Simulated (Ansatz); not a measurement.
**AlH6N3: structure from calculated spectroscopic constants**

These gas-phase data were calculated for one isomer of AlH6N3 at PBE0-D4/def2-SVP (harmonic, unscaled wavenumbers; equilibrium rotational constants with average atomic masses):

```
rotational constants            : 23.84, 2.707, 2.463 GHz
all wavenumbers above 1500 cm⁻¹ : 3713, 3622, 3592, 3585, 3503, 1952, 1662, 1529
```

Candidates:

(1) `[NH2][Al]([NH2])[NH2]`, a singlet
(2) `N[NH][AlH][NH2]`, a singlet

Problem. Assign the data to one candidate and say why.

Solution. Candidate (2). The band at 1952 cm⁻¹ lies where the Al–H stretch is expected; (1) has no mode between 1700 and 2050 cm⁻¹.

The same quantities for all candidates:

```tsv
	rotational constants (GHz)	wavenumbers above 1500 cm⁻¹	E above the lowest, PBE0-D4/def2-SVP (kcal/mol)
(1)	5.915, 5.915, 2.97	3722, 3721, 3721, 3631, 3630, 3630, 1537, 1525, 1525	0.0
(2)	23.84, 2.707, 2.463	3713, 3622, 3592, 3585, 3503, 1952, 1662, 1529	56.1
```

Harmonic stretches to hydrogen usually lie a few per cent above observed fundamentals. Each candidate is one conformer. Programs: Ansatz 0.2.0.

The rotational constants settle the assignment independently of the Al–H band. Three equivalent amide groups around aluminium make (1) an oblate symmetric top, whereas the data describe a nearly prolate asymmetric top, as expected for an extended N–N–Al–N chain. The remaining bands fit as well: five N–H stretches and two NH2 scissors, against six and three in (1). The scissor at 1529 cm⁻¹ resembles those of the amide groups in (1), so the one at 1662 cm⁻¹ probably belongs to the terminal NH2 of the hydrazide group.

The assigned isomer is nevertheless the less stable of the two, by 56.1 kcal/mol. Going from (2) to (1) formally exchanges an N–N and an Al–H bond for an Al–N and an N–H bond. The N–N single bond is weakened by lone-pair repulsion, while the Al–N bond gains from strong polarity and some nitrogen lone-pair donation into the formally empty aluminium p orbital. The energy difference does not show how readily (2) would rearrange, since that depends on the barrier.
